## Reading the triangular Husimi cactus from six moments

A smeared density of states often hides the sharp features that identify a lattice, while its low moments survive the smearing in a controlled way. This section recovers a tight-binding model from six such moments. The network is known to consist of corner-sharing triangles, two at every site. The site energy, the hopping, the smearing width and the ring content are unknown. The two ideal candidates are the triangular Husimi cactus, which has no loops other than its triangles, and the kagome lattice, which also has hexagons.

### The model and its spectrum

There is one orbital per site, spin is ignored, and densities of states are normalised to one state per site. The Hamiltonian is

$$H=\varepsilon_0-tA_L ,$$

where $A_L$ is the adjacency matrix of the triangle network, so that neighbours are coupled by $-t$ with real $t$ of either sign. Such a model describes bond-centred orbitals of a threefold-coordinated sheet, crystalline or amorphous, when only orbitals that share an atom are coupled.

Put a vertex at the centre of every triangle. Each site of the network lies in two triangles and becomes an edge joining two vertices, and each vertex has three edges. The network is therefore the line graph of a parent graph of coordination $Z=3$. The parent of the cactus is the Bethe lattice, and the parent of the kagome lattice is the honeycomb lattice. Let $B$ be the incidence matrix, with $B_{ve}=1$ if vertex $v$ is an end of edge $e$ and zero otherwise, and let $A_P$ be the adjacency matrix of the parent. Counting shared ends gives

$$B^{T}B=A_L+2,\qquad BB^{T}=A_P+3 .$$

The two products have the same nonzero eigenvalues. A parent with $N$ vertices has $3N/2$ edges, so each eigenvalue $\lambda$ of $A_P$ gives an eigenvalue $\lambda+1$ of $A_L$, and the remaining $N/2$ eigenvalues equal $-2$. The weights are $2/3$ and $1/3$.

On an infinite tree a counting of states needs care, because the boundary of a finite piece holds a finite fraction of the sites. The local statement follows without counting. For a function $f(x)=x\,g(x)$ one has $f(B^TB)=B^Tg(BB^T)B$. On an edge joining vertices 0 and 1 of the Bethe lattice the diagonal element is $2(g_{00}+g_{01})$. The three neighbours of vertex 0 are equivalent, so $f(BB^T)_{00}=[(A_P+3)g]_{00}=3(g_{00}+g_{01})$. The local spectral weight at nonzero eigenvalues of $B^TB$ is thus $2/3$ of that of the parent, and the rest lies at zero. In energy,

$$\rho(E)=\tfrac13\,\delta(E-\varepsilon_0-2t)+\tfrac23\,\rho_{\rm B}(E-\varepsilon_0+t),\qquad \rho_{\rm B}(x)=\frac{3}{2\pi}\,\frac{\sqrt{8t^2-x^2}}{9t^2-x^2},$$

where $\rho_{\rm B}$ is the local density of states of the $Z=3$ Bethe lattice, even in $x$ and nonzero for $|x|<2\sqrt2\,|t|$.

A direct solution confirms the form of $\rho_{\rm B}$ and both weights. Set $\varepsilon_0=0$ and let $\Sigma$ be the self-energy that one triangle, with everything behind it, gives to a site. The other two sites of that triangle each carry one further triangle and are coupled to each other. The matrix $E-H$ on this pair has $E-\Sigma$ on the diagonal and $+t$ off it, and the four elements of its inverse add up to $2/(E-\Sigma+t)$. Hence

$$\Sigma=\frac{2t^2}{E+t-\Sigma},\qquad G(E)=\frac{1}{E-2\Sigma}=\frac{1}{-t+\sqrt{(E+t)^2-8t^2}},$$

with the branch of the root that behaves as $E+t$ at large $|E|$. Inside the cut the root is $i\sqrt{8t^2-x^2}$ with $x=E+t$, and $-\mathrm{Im}\,G/\pi$ equals $\tfrac23\rho_{\rm B}(x)$. A pole needs the root to equal $t$, which on this branch happens at $x=3t$ only. The derivative of the root there is $x/t=3$, so the residue at $E=2t$ is $1/3$.

For $t>0$ the continuum runs from $\varepsilon_0-t-2\sqrt2\,t$ to $\varepsilon_0-t+2\sqrt2\,t$, and the flat level lies above it across a gap

$$\Delta=(3-2\sqrt2)\,t=0.1716\,t .$$

The honeycomb spectrum reaches $\lambda=\pm3$, so the kagome continuum runs from $\varepsilon_0-4t$ to $\varepsilon_0+2t$ and touches the flat band. Each of its edges lies $\Delta$ outside the corresponding edge of the cactus.

### Moments and rings

The site-averaged moment $\mu_n$ of $A_L$ counts closed walks of $n$ steps. With $m_k$ the moments of the parent,

$$\mu_n=\tfrac13(-2)^n+\tfrac23\sum_k\binom nk m_k .$$

The Bethe lattice has $m_2=3$, $m_4=15$, $m_6=87$ and vanishing odd moments. The honeycomb lattice shares these up to $m_5$ and has $m_6=93$, because three hexagons pass through each vertex and each can be circled in two directions.

| $n$ | 1 | 2 | 3 | 4 | 5 | 6 |
|---|---|---|---|---|---|---|
| cactus | 0 | 4 | 4 | 28 | 60 | 260 |
| kagome | 0 | 4 | 4 | 28 | 60 | 264 |

Both lattices belong to a wider family. Take any parent of coordination three with no rings shorter than five, and let $h_5$ and $h_6$ be the mean numbers of five- and six-membered parent rings that pass through an edge. A vertex then lies on $3h_n/2$ rings on average, so $m_5=3h_5$ and $m_6=87+3h_6$. A five-ring cannot enter $m_6$, since a walk that circles it has odd length at these orders. The binomial sum gives

$$\mu_5=60+2h_5,\qquad \mu_6=260+12h_5+2h_6 .$$

The term $12h_5$ counts pentagon walks in which one bond is replaced by the detour around its triangle. The Petersen graph is a small test. It has 15 edges, 12 pentagons and 10 hexagons, so $h_5=h_6=4$, and its line graph has $\mu_5=68$ and $\mu_6=316$ as the formulas require. The cactus has $(h_5,h_6)=(0,0)$ and the kagome lattice has $(0,2)$.

Smearing is modelled as convolution with a Gaussian of variance $s=\sigma^2$, whose even moments are $s$, $3s^2$ and $15s^3$. The mean stays at $M_1=\varepsilon_0$. The unsmeared central moments are $(-t)^n\mu_n$, and the binomial expansion of the convolution gives

$$M_2=4t^2+s,\qquad M_3=-4t^3,\qquad M_4=P_4,$$

$$M_5=P_5-2h_5t^5,\qquad M_6=P_6+(12h_5+2h_6)\,t^6,$$

where the cactus values are

$$P_4=28t^4+24t^2s+3s^2,\qquad P_5=-60t^5-40t^3s,$$

$$P_6=260t^6+420t^4s+180t^2s^2+15s^3 .$$

### The data

The following values are made for the exercise. They stand for the mean and the central moments of a site-averaged, Gaussian-smeared density of states of a large network, integrated numerically and rounded. The standard uncertainties $u_n$ are taken as independent.

| $n$ | $M_n$ (eV$^n$) | $u_n$ (eV$^n$) |
|---|---|---|
| 1 | $-0.8735$ | 0.0002 |
| 2 | $0.6933$ | 0.0002 |
| 3 | $-0.2797$ | 0.0001 |
| 4 | $0.8662$ | 0.0003 |
| 5 | $-0.7526$ | 0.0003 |
| 6 | $1.4525$ | 0.0006 |

The task is to find $\varepsilon_0$, $t$, $\sigma$, $h_5$ and $h_6$, to decide between cactus and kagome lattice, and to rebuild the unsmeared spectrum. Intermediate values below are carried unrounded.

### Inversion

The equations are triangular and can be solved one unknown at a time. The first moment gives $\varepsilon_0=-0.8735\pm0.0002$ eV. The third moment is untouched by a symmetric kernel, and it fixes the hopping with its sign,

$$t=(-M_3/4)^{1/3}=0.41198\ \text{eV}.$$

A negative $M_3$ means $t>0$, so the flat level lies at the top of the spectrum. The network accounts for $4t^2=0.678914$ eV$^2$ of the variance, and the remainder is the smearing,

$$s=M_2-4t^2=0.014386\ \text{eV}^2,\qquad \sigma=0.1199\ \text{eV}.$$

The fourth moment contains no further unknown and serves as a test. The prediction is $P_4=0.86584$ eV$^4$, which leaves $M_4-P_4=0.00036$ eV$^4$. The fifth moment gives $P_5=-0.75233$ eV$^5$, and with $2t^5=0.023737$ eV$^5$,

$$h_5=\frac{P_5-M_5}{2t^5}=\frac{0.00027}{0.023737}=0.011 .$$

The four terms of the sixth moment are

$$P_6=1.27127+0.17406+0.00632+0.00004=1.45169\ \text{eV}^6 .$$

The smearing terms together exceed the hexagon signal $4t^6=0.01956$ eV$^6$ by a factor of about 9, so $s$ must be known well before the lattices can be told apart. The kagome lattice with the same $t$ and $s$ would give $1.47125$ eV$^6$. The datum exceeds the cactus value by $0.00081$ eV$^6$. If only the two ideal lattices and their mixtures are admitted, $h_5=0$, and with $2t^6=0.009779$ eV$^6$,

$$h_6=\frac{M_6-P_6}{2t^6}=0.08 .$$

If pentagons are allowed, $6h_5=0.07$ is subtracted and $h_6=0.01$. Both values lie near zero and far from two. How far depends on the uncertainties.

### How the errors carry through

Linear propagation suffices, since every relative uncertainty is small. From $dt/dM_3=-1/(12t^2)$,

$$u(t)=\frac{u_3}{12t^2}=0.00005\ \text{eV}.$$

The cube root divides the relative uncertainty of $M_3$ by three. The smearing fares worse, because $s$ is a difference that makes up only 2.1 per cent of $M_2$. Combining $u_2$ with $8t\,u(t)=0.00016$ eV$^2$ in quadrature gives $u(s)=0.00026$ eV$^2$, and $u(\sigma)=u(s)/2\sigma=0.0011$ eV.

The predictions $P_n$ depend on $M_2$ through $s$, and on $M_3$ through $t$ both directly and through $s=M_2-4t^2$,

$$\frac{\partial P_n}{\partial M_2}=\frac{\partial P_n}{\partial s},\qquad \frac{\partial P_n}{\partial M_3}=-\frac{1}{12t^2}\left(\frac{\partial P_n}{\partial t}-8t\,\frac{\partial P_n}{\partial s}\right).$$

| | $\partial/\partial M_2$ | $\partial/\partial M_3$ | residual | its uncertainty |
|---|---|---|---|---|
| $P_4$ | $4.16$ | $2.75$ | $M_4-P_4=0.00036$ | 0.00093 |
| $P_5$ | $-2.80$ | $-0.14$ | $P_5-M_5=0.00027$ | 0.00063 |
| $P_6$ | $12.99$ | $11.08$ | $M_6-P_6=0.00081$ | 0.00289 |

All entries are in the appropriate powers of eV, and the last column combines $u_2$, $u_3$ and $u_n$. The fourth moment agrees with the model well within the uncertainty. This is a real test, since $M_4$ was not used in finding $t$ and $s$. The fifth gives $h_5=0.011\pm0.027$, consistent with no pentagons. For $h_5=0$ the sixth gives

$$h_6=0.08\pm0.30 ,$$

to which $M_2$, $M_3$ and $M_6$ contribute $0.27$, $0.11$ and $0.06$ in quadrature. The variation of the divisor $2t^6$ multiplies the small residual and is negligible. The kagome value lies 6.5 standard uncertainties away. The weak link is the second moment and not the sixth: an error in $M_2$ is read as smearing, and the smearing enters $P_6$ with the coefficient $12.99$ eV$^4$. The hexagon signal is only 1.3 per cent of $M_6$. With all uncertainties three times larger the separation would fall to 2.2 standard uncertainties.

With pentagons allowed the estimate is

$$2h_6t^6=M_6-P_6-6t\,(P_5-M_5).$$

Its derivatives with respect to $M_2$, $M_3$, $M_5$ and $M_6$ are $-6.07$, $-10.74$, $2.47$ and $1$, which give $h_6=0.01\pm0.19$. Freeing a parameter has apparently improved the result. The reason is that this estimate draws on $M_5$, which the previous one ignored, and an error in $M_2$ shifts the two terms in opposite directions. The fair comparison is a weighted least-squares fit of $t$ and $s$ to $M_2,\dots,M_5$ with $h_5=0$, followed by $h_6$ from $M_6$. In the linearised problem no unbiased linear estimate has a smaller variance. Let $J$ be the $4\times2$ matrix of derivatives of the predicted moments with respect to $(t,s)$, each row divided by $u_n$, and let $r$ be the residuals at the direct solution, divided likewise. The covariance is $C=(J^TJ)^{-1}$ and the shift is $CJ^Tr$. The result is

$$t=0.41198\pm0.00004\ \text{eV},\qquad \sigma=0.1203\pm0.0005\ \text{eV},\qquad h_6=-0.03\pm0.11,$$

with $\chi^2=0.2$ for two degrees of freedom. A negative ring count has no meaning, and the value is read as zero within its uncertainty. Moments taken from one computed curve usually have correlated errors. The quadrature sums must then be replaced by the full covariance matrix, which can raise or lower these figures.

### The rebuilt spectrum

Taking the cactus with the directly inverted $\varepsilon_0$ and $t$, the model's spectrum is

| feature | expression | energy (eV) |
|---|---|---|
| lower edge | $\varepsilon_0-(1+2\sqrt2)t$ | $-2.4507\pm0.0003$ |
| upper edge | $\varepsilon_0+(2\sqrt2-1)t$ | $-0.1202\pm0.0002$ |
| flat level | $\varepsilon_0+2t$ | $-0.0495\pm0.0002$ |

The gap does not involve $\varepsilon_0$ and equals $\Delta=70.68\pm0.01$ meV. It amounts to $0.59\,\sigma$. At mid-gap the smeared flat level alone keeps the fraction $\exp(-\Delta^2/8s)=0.96$ of its peak height, so the smeared density comes nowhere near zero there. The kagome lattice would have put the lower edge at $-2.5214$ eV and the upper edge at the flat level. These numbers belong to the model with the invented data and to no material.

### Uniqueness

Within the stated family the solution is unique. A real number has one real cube root, $s$ follows linearly and is admissible when $M_2\ge4t^2$, and $h_5$ and $h_6$ follow linearly with coefficients that vanish only at $t=0$. The even moments alone would leave the sign of $t$ open, and with it the question whether the flat level lies above or below the continuum. The absence of three- and four-membered parent rings is an assumption. Three-rings would alter the coefficient in $M_3$ and bias $t$, and four-rings would alter $M_4$, so the agreement of $M_4$ supports the assumption without proving it.

The shape of the kernel matters at the level of the quoted uncertainties. A symmetric kernel of variance $s$ and excess kurtosis $\gamma$ has fourth cumulant $\gamma s^2$. It adds $\gamma s^2$ to $M_4$ and $15M_2\gamma s^2$ to $M_6$, which raises the directly inferred $h_6$ by $0.22\,\gamma$. Its sixth cumulant, of order $s^3$, shifts $h_6$ by only $0.0003$ per unit of $s^3$. The derivative of the Fermi function has $\gamma=1.2$ and would shift $h_6$ by $0.26$, which is comparable to the uncertainty $0.30$ and larger than the $0.11$ of the fit. Imitating the full kagome signal would take $\gamma\approx9$, which would also move $M_4$ by $0.0019$ eV$^4$, twice the uncertainty of its residual. A Lorentzian kernel has no finite moments from the second on, and the method does not apply to it.

The main limit concerns the gap. Six moments see rings of up to six members, so every parent whose shortest ring has seven or more members yields the cactus column of the table exactly. The Laves graph, a three-dimensional periodic net of coordination three whose shortest rings have ten members, is an example. Its line graph, the hyperkagome lattice, shares the moments of the cactus through ninth order. The Laves graph is bipartite, so the Bloch state with alternating signs has $\lambda=-3$, and the continuum of the line graph reaches the flat level. The data therefore exclude the kagome lattice and bound the hexagon content, but they do not establish a gap. The value of 70.68 meV and its small uncertainty are conditional on the parent being a tree, and confirming it requires either a spectrum smeared by much less than $\Delta$ or independent knowledge of the longer rings.